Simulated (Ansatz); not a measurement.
Ligand exchange: Cd(CH3)(NH2) + GaH(NH2)2 → Cd(NH2)2 + GaH(CH3)(NH2)

Species: Cd(CH3)(NH2), singlet; GaH(NH2)2, singlet; Cd(NH2)2, singlet; GaH(CH3)(NH2), singlet. The partners trade CH3 for NH2: Cd–CH3 and Ga–NH2 bonds give way to Cd–NH2 and Ga–CH3.

Shapes, held fixed at every level: PBE0-D4/def2-TZVP. Programs: Ansatz 0.2.0. Electronic energies: no zero-point or thermal term.

Task: Estimate ΔE of this reaction.

Result: The highest level, CCSD(T)/def2-TZVPP, gives ΔE = +39.9 kJ/mol; the levels span +33.3 to +47.1. The column of differences is taken from that level and isn't an error. No measured value is set beside it here. For atoms past krypton def2 sets carry core potentials with scalar relativity. Relativity is left out for Ga unless named. Correlated rows may include outer-core shells of Cd, Ga, which these sets cover unevenly.

| level | kind | ΔE (kJ/mol) | less CCSD(T)/def2-TZVPP |
| --- | --- | --- | --- |
| HF/def2-SVP | Hartree–Fock | +47.1 | +7.2 |
| SPW92/def2-TZVPP | LDA | +38.8 | -1.1 |
| PBE-D4/def2-TZVPP | GGA | +33.3 | -6.6 |
| PBE0-D4/def2-TZVPP | global hybrid | +37.9 | -2.0 |
| wB97X-V/def2-TZVPP | range-separated hybrid | +38.7 | -1.2 |
| B2PLYP/def2-TZVPP | double hybrid | +39.3 | -0.6 |
| CCSD(T)/def2-TZVPP | coupled cluster or CI | +39.9 | 0.0 |

The exchange is clearly uphill at every level, with +39.9 kJ/mol from coupled cluster, so methyl is better placed on cadmium and amide on gallium. This fits the usual hard–soft pattern: Ga(III) is the smaller, harder acceptor and gains more from a polar bond to nitrogen, while soft Cd(II) gives up comparatively little by binding carbon. Donation from the nitrogen lone pair into the empty Ga 4p orbital probably adds to the preference, since the more diffuse 5p orbitals of cadmium overlap less well with it.

The sign is robust because the numbers of metal–carbon and metal–nitrogen bonds are conserved, which lets much of the error cancel. The density functionals don't improve steadily with sophistication: LDA lies closer to coupled cluster than either PBE or PBE0. The Hartree–Fock value also comes from a smaller basis, so its excess can't be assigned to missing correlation alone. The preference applies to isolated monomers; amide bridging in condensed phases could shift the balance.
